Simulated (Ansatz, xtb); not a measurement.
## Relative energy of two isomers of C3H7FO2Si

Structure a: `C=C(OC)O[SiH2]F`, a singlet. Structure b: `C[Si@]1(F)COCO1`, a singlet. Both are isolated molecules in the gas phase, relaxed with B3LYP/def2-SVP, each in the lowest conformer that the search found.

Problem. Which of the two would you expect CCSD(T)/def2-SVP + ΔMP2/def2-TZVPP electronic energies to favour?

Solution. Structure b; the calculation gives E(b) − E(a) = −104.9 kJ/mol.

How the difference moves with the method:

```
                             level        geometry  E(b) − E(a) (kJ/mol)  departure from the last row (kJ/mol)  job, with rough time for the two
                          GFN2-xTB        GFN2-xTB                   +32.4                                +137.2               optimisation, 0.3 s
                         HF/STO-3G        GFN2-xTB                  −220.7                                −115.9              single point, 0.32 s
                r2SCAN-D4/def2-SVP        GFN2-xTB                  −102.4                                  +2.5               single point, 3.5 s
                    B3LYP/def2-SVP  B3LYP/def2-SVP                   −82.0                                 +22.8                optimisation, 49 s
                       HF/def2-SVP  B3LYP/def2-SVP                   −77.3                                 +27.5           part of the CCSD(T) run
                      MP2/def2-SVP  B3LYP/def2-SVP                   −89.0                                 +15.9           part of the CCSD(T) run
                  CCSD(T)/def2-SVP  B3LYP/def2-SVP                   −83.2                                 +21.6                      single point
CCSD(T)/def2-SVP + ΔMP2/def2-TZVPP  B3LYP/def2-SVP                  −104.9                                                      single point, 70 s
```

As drawn, b has 2 C–Si, 2 C–H in place of 1 C=C, 2 Si–H. Structure a has no ring, b a 5-membered ring.

GFN2-xTB puts the two in the other order. The largest departure from CCSD(T)/def2-SVP + ΔMP2/def2-TZVPP is that of GFN2-xTB, 137.2 kJ/mol. The last row adds to CCSD(T) the change of the MP2 difference between the two basis sets, here −21.6 kJ/mol, a large step that makes the value less sure.

With thermal terms from frequencies at re-optimised GFN2-xTB minima (ideal gas, soft modes damped towards free rotors, one conformer each, 298.15 K, 1 atm): on the last row, ΔE + ΔZPE = −89.6, ΔH = −91.5, ΔG = −87.0 kJ/mol.

The correlated steps freeze 11 core orbitals. Mirror images aren't counted in ΔG. Run with Ansatz 0.2.0, xtb 6.7.1; the last row on 4 threads of Arm Neoverse V1 on a shared host.

The preference for the ring isomer b is chiefly a matter of bond exchange. The whole C=C double bond, σ as well as π, and two Si–H bonds of a give way to two C–Si bonds and two strong C–H bonds, while the Si–O and Si–F bonds are kept. Donation from the oxygen lone pairs into the alkene stabilises a, but evidently not enough to offset this, and a five-membered ring costs b little strain.

Every ab initio and DFT row gives this order, so the sign is much better supported than the exact size. At def2-SVP, Hartree–Fock and CCSD(T) lie close together, which suggests that the gap depends more on the basis set than on the net effect of correlation. The closeness of r2SCAN-D4 to the last row is therefore probably in part a cancellation of errors.

Zero-point energy narrows the gap, as expected when Si–H bonds are replaced by stiffer C–H bonds, and the ring's reduced flexibility accounts for the small entropic penalty. The energy difference doesn't show whether a would convert readily into b.
